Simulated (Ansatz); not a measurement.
All numbers below come from DFT PBE, scalar-relativistic, plane waves, PAW (Ansatz 0.2.0). All cells share a 420 eV cutoff and Γ-centred k meshes spaced at most about 0.3 Å⁻¹ (about 0.25 or finer for metals, 2π included). Collinear spin in cells that started with moments and kept them past the coarse steps, no spin elsewhere.

Temperature and zero-point effects are left out.

Two forms of YF₅ were relaxed alike.

1. (site moments F 0.2 (×2), 0.7 (×2), 0.1 μB)

```xyz
6
Lattice="4.2617 0.0000 0.0000 -2.1309 3.6907 0.0000 0.0000 0.0000 4.4792" Properties=species:S:1:pos:R:3 pbc="T T T"
Y     0.0000    0.0000    2.2396
F     0.0000    2.4605    2.2396
F     2.1309    1.2302    2.2396
F     0.0000    2.4605    0.0000
F     2.1309    1.2302    0.0000
F     0.0000    0.0000    0.0000
```

2. (site moments F 0.3 (×3) μB)

```xyz
6
Lattice="4.1002 0.0000 0.0000 -2.0501 3.5508 0.0000 0.0000 0.0000 5.0178" Properties=species:S:1:pos:R:3 pbc="T T T"
Y     0.0000    0.0000    0.0000
F     0.0000    2.3672    0.0000
F     2.0501    1.1836    0.0000
F     2.0501    0.0000    2.5089
F     1.0250    1.7754    2.5089
F    -1.0250    1.7754    2.5089
```

Question: Which form is favoured at zero pressure, and by what margin per atom?

Answer: Cell 1 is lower, by 152 meV/atom. Cell 1 has space group P6/mmm (No. 191), 11.7 Å³/atom and no gap on its mesh; cell 2 has space group P6/mmm (No. 191), 12.2 Å³/atom and no gap. Counting F atoms around Y (those within 1.25 times the shortest such distance or 1.15 times the sum of covalent radii, 1.27 where that leaves under three; a plus sign parts nearer from farther groups), cell 1 has Y 2+6 and cell 2 has Y 6. In cell 1, Y is surrounded by 2 F at 2.24 Å and 6 F at 2.46 Å; around F on a site of symmetry -6m2 lie 2 F at 2.24 Å, 3 F at 2.46 Å and 3 Y at 2.46 Å; F on a second site of symmetry -6m2 has 2 F at 2.24 Å and 6 F at 2.46 Å (long against covalent radii, as for large ions); 1 more site not described. In cell 2, around Y lie 6 F at 2.37 Å; around F on a site of symmetry -6m2 lie 3 F at 2.37 Å, 3 Y at 2.37 Å and 6 F at 2.77 Å; F on a site of symmetry mmm is surrounded by 4 F at 2.05 Å and 4 F at 2.77 Å (long against covalent radii, as for large ions). Both come from invented guesses. A third cell relaxed alike, in P6/mmm, lies 73 meV/atom below the lower of the two.

No dispersion correction is applied, so the spacing and binding between layers, chains or molecules are poorly described (P6/mmm at 12.2 Å³/atom), and this can change margins and order among such cells. The magnetic state reached may not be the lowest. Cells relaxed within their symmetry can be saddle points. Some candidate types were left out of the draw beforehand, so a known form may be missing.

Cell 1 is favoured over cell 2 by 152 meV/atom, but the third cell lies lower still, so neither is the best YF₅ arrangement found. Yttrium has only three valence electrons, and oxidising it further would mean breaking into the 4p core. Five fluorines therefore cannot all become fluoride, and the missing electrons appear as holes in the F 2p states, consistent with the absence of a gap and with moments on fluorine. In cell 1 the largest moments probably belong to the fluorines with no listed Y neighbour, which resemble nearly neutral F atoms more than fluoride ions. Its advantage may come from the short axial Y–F contacts, which cell 2 lacks.

Elemental fluorine would normally remove such holes by pairing into F₂, yet even the 2.05 Å F–F contacts in cell 2 are far longer than that molecule's bond. The imposed symmetry probably blocks the pairing. The ordering therefore compares two frustrated arrangements and doesn't show that YF₅ would survive against separation into YF₃ and F₂, the expected outcome.
